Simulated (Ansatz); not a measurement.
## A ladder of methods for CH3In (SMILES C[In])

The species is CH3In (5 atoms), meant as a singlet with charge 0. SMILES: `C[In]`. Geometry: optimised at wB97X-V/def2-SVP.

```xyz
5

C    -0.1786    0.0715   -0.0690
In    1.7821   -0.7132    0.6882
H    -0.9806   -0.0409    0.6847
H    -0.5069   -0.4635   -0.9799
H    -0.1160    1.1461   -0.3240
```

Each level gives the dissociation energy of the H4–C1 bond into doublet H and doublet CH2In (shapes relaxed at wB97X-V/def2-SVP, no zero-point term) (eV). The values are calculated.

```tsv
level	kind	program	value (eV)
HF/def2-TZVPP (core potential)	Hartree–Fock	Ansatz	3.39
SVWN5/def2-TZVPP (core potential)	LDA	Ansatz	5.01
BLYP/def2-TZVPP (core potential)	GGA	Ansatz	4.42
r2SCAN/def2-TZVPP (core potential)	meta-GGA	Ansatz	4.38
B3LYP/def2-TZVPP (core potential)	global hybrid	Ansatz	4.48
PBE0-D4/def2-TZVPP (core potential)	global hybrid	Ansatz	4.45
CAM-B3LYP/def2-TZVPP (core potential)	range-separated hybrid	Ansatz	4.51
B2PLYP/def2-TZVPP (core potential)	double hybrid	Ansatz	4.50
RPA@PBE/def2-TZVPP (core potential)	RPA	Ansatz	4.42
```

Spin-orbit coupling, which can split open shells on such heavy atoms by tenths of an eV, is left out. The values span 3.39 to 5.01 eV. Hartree–Fock misses the correlation of the electron pair that is broken and comes out low. Measured bond enthalpies also hold zero-point and thermal terms, a few tenths of an eV less.

Apart from Hartree–Fock and the local density approximation, all levels place the C–H dissociation energy between 4.38 and 4.51 eV, with no large shift on going from semilocal functionals to hybrids or RPA. This is the pattern expected for breaking an ordinary, localised two-electron σ bond. The LDA value of 5.01 eV stands above the rest, probably because a uniform-gas description overestimates the energy gained when the electrons pair up in the bond.

The clustered values lie somewhat below the C–H bond strength of methane, which suggests that indium stabilises the radical left behind. In monovalent indium the 5s pair is largely retained as a lone pair, while the 5p orbitals perpendicular to the In–C axis are formally empty. The unpaired electron on the CH2 carbon can delocalise into one of them, giving a weak one-electron π interaction that the closed-shell parent lacks. The C–H energy doesn't establish the molecule's thermal robustness, since the In–C bond is probably the weaker link.
